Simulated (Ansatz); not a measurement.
# Mo: Boltzmann equation against the high-temperature formula (computed with Ansatz 0.2.0)

Space group Im-3m (No. 229), 1 atom in the cell of the first input below: a = 2.710 Å, b = 2.710 Å, c = 2.710 Å, α = 109.47°, β = 109.47°, γ = 109.47°.

The cell was built from a prototype of a structure type listed for this element, relaxed without spin–orbit coupling to zero pressure (pressure 0.0 GPa with this functional, without spin–orbit coupling). Functional: PBEsol.

Input:

```yaml
crystal:
  lattice:
    - [-1.5644561042, 1.5644561042, 1.5644561042]
    - [1.5644561042, -1.5644561042, 1.5644561042]
    - [1.5644561042, 1.5644561042, -1.5644561042]
  atoms:
    - { symbol: Mo, position: [0.0, 0.0, 0.0] }
basis:
  ecutwfc: 420
  ecutrho_ratio: 4
kpoints:
  mp_grid: { grid: [18, 18, 18] }
hamiltonian:
  xc: pbesol
scf:
  occupations: { method: methfessel_paxton, width: 0.2 }
output: {}
phonons:
  supercell: [3, 3, 3]
  qpath:
    path:
      - [[0.0, 0.0, 0.0], [0.5, -0.5, 0.5], [0.0, 0.0, 0.5], [0.0, 0.0, 0.0], [0.25, 0.25, 0.25], [0.5, -0.5, 0.5]]
      - [[0.25, 0.25, 0.25], [0.0, 0.0, 0.5]]
    npoints: 6
  electrical_resistivity: { mesh: [36, 36, 36], temperatures: [50, 100, 200, 300, 500] }
  superconductivity: { mesh: [36, 36, 36], eliashberg_equations: false }
```

```bash
ansatz run input.yaml --threads 8 --pin off --max-ram 15360MiB --backend cpu --events-out ev --progress --plain --runs-dir out
```

Time: 2.3 min on 8 threads of Intel(R) Xeon(R) Platinum 8488C (Sapphire Rapids) (shared host), peak memory 6.4 GiB.

λ_tr,xx from the finest mesh down: 0.408, 0.407, 0.403. The next coarser mesh moves the resistivity at 300 K by under 1 % along the axis that moves most.

The run gives λ_tr,xx = 0.408 and a Drude plasma energy ħω_p,xx = 8.83 eV.

Task: Estimate the resistivity along x at 300 K from the high-temperature formula.

Result: ħ/τ = 2π λ_tr k_B T = 0.0663 eV and ρ = 1/(ε0 ω_p² τ) = 6.32 μΩ cm. The Boltzmann solution gives 5.55 μΩ cm, so the estimate is 14 % high.

| T (K) | ρ_xx (μΩ cm) | ρ_zz (μΩ cm) | formula, xx | R_H, field along x, y or z (10⁻¹¹ m³/C) |
| --- | --- | --- | --- | --- |
| 50 | 0.11 | 0.11 | 1.05 | 13.1 |
| 100 | 0.99 | 0.99 | 2.11 | 16 |
| 200 | 3.35 | 3.35 | 4.21 | 16.1 |
| 300 | 5.55 | 5.55 | 6.32 | 16.2 |
| 500 | 9.76 | 9.76 | 10.54 | 16.4 |

At 300 K the next coarser mesh moves R_H by up to 2 %.

At 50 K the solution is 0.1 times the linear formula, and at 500 K 0.93 times. The formula is meant for temperatures above the phonon energies and for bands that vary little within k_B T.

Caveats: small supercell, couplings not converged in it.

The linear formula overestimates the resistivity at every temperature, most severely at 50 K. There, most phonons of this stiff metal are frozen out, and the long-wavelength ones that remain scatter mainly through small angles, which relaxes the current poorly. Heating brings the ratio towards one, but the absolute gap hardly changes between 300 and 500 K, whereas a purely quantum phonon correction should shrink. This suggests a second contribution, probably from scattering that varies over the Fermi surface: the full solution can shift current towards long-lived states, while a single averaged λ_tr cannot.

The positive Hall coefficient indicates that holes dominate the Hall response. Since Mo is a compensated metal, it reflects the difference in electron and hole mobilities and can't be converted into a carrier density. Its near constancy from 100 K upwards suggests that heating scales the scattering rates almost uniformly across the Fermi surface. The mesh test at 300 K doesn't establish the accuracy at 50 K, where small phonon wavevectors matter most.
